Vortex field in niobium from the Yukawa Green function

Problem

A straight vortex carrying one flux quantum Φ₀ = h/2e lies along z in dirty niobium, such as the sputtered metal of superconducting circuit wiring, many λ away from any surface. Assumed inputs, typical near 4 K: penetration depth λ = 90 nm, coherence length ξ = 12 nm. SI units.
(a) Find B(r) in the London model and the equivalent Klein-Gordon mass.
(b) Evaluate B and the enclosed flux at r = 45, 90, 180 and 360 nm.
(c) Estimate what the point-like core costs.

Why the formula holds

For a static unit point source the Klein-Gordon equation becomes (−∇² + κ²)G = δ(r), with κ = mc/ħ. In 3D, u = rG obeys u″ = κ²u. The decaying root, normalised by ∇²(1/r) = −4πδ³(r), is G₃ = exp(−κr)/(4πr). A line of such sources gives the 2D function; with z = r sinh t,
G₂ = ∫dz G₃(√(r² + z²)) = (1/4π)∫dt exp(−κr cosh t) = K₀(κr)/(2π),
both integrals running from −∞ to ∞. One more integration gives G₁ = exp(−κ|x|)/(2κ). The Fourier transform is 1/(k² + κ²) in every dimension, and k = 0 gives ∫G = 1/κ².

Solution

(a) The London relation is μ₀λ²J + A = (Φ₀/2π)∇θ, where θ winds once by 2π, in the sense that puts B along +z. Taking the curl, with μ₀J = ∇×B and ∇·B = 0,
(−∇² + 1/λ²)B = (Φ₀/λ²) δ²(r).
This is the 2D problem with κ = 1/λ = 0.0111 nm⁻¹, so
B(r) = B₀K₀(r/λ), B₀ = Φ₀/(2πλ²).
The total flux is (Φ₀/λ²)/κ² = Φ₀. With Φ₀ = 2.068×10⁶ mT·nm² and λ² = 8100 nm², B₀ = 40.6 mT. The mass is mc² = ħc/λ = (197.3 eV·nm)/(90 nm) = 2.2 eV.

(b) Let x = r/λ. Since d(xK₁)/dx = −xK₀ and xK₁ → 1 at x → 0, the flux inside r is Φ₀[1 − xK₁(x)].

r (nm) | x | K₀ | K₁ | B (mT) | flux/Φ₀ (%)
45 | 0.5 | 0.9244 | 1.6564 | 38 | 17
90 | 1 | 0.4210 | 0.6019 | 17 | 40
180 | 2 | 0.1139 | 0.1399 | 4.6 | 72
360 | 4 | 0.01116 | 0.01248 | 0.45 | 95

(c) K₀ diverges as −ln x because the London model keeps the superfluid density constant down to r = 0. Following Clem (1975), let it fall as f² = r²/(r² + a²), with the approximate core size a = √2 ξ = 17 nm, valid for large λ/ξ (here 7.5). Replacing J by J/f² in the London relation gives (λ²/r) d/dr[(r/f²) dB/dr] = B for r > 0. Direct substitution shows that K₀(s/λ) with s = √(r² + a²) solves it, and requiring total flux Φ₀ gives
B = B₀K₀(s/λ)/N, N = (a/λ)K₁(a/λ) = 0.959.
Its ratio to the London field at the four radii is 0.98, 1.02, 1.03 and 1.04, and the flux inside 45 nm drops to 15 %. Two figures are therefore the most the table supports. At r = ξ the London value of 87 mT exceeds the finite-core 68 mT by 27 %, and the centre field becomes finite, about 77 mT.

These numbers are the model's, for the assumed λ and ξ, which vary with purity. Clean niobium has typically λ ≈ ξ ≈ 40 nm. There B₀ is about 5 times larger and the core is as wide as the screening region, so the point-source profile is not a quantitative description.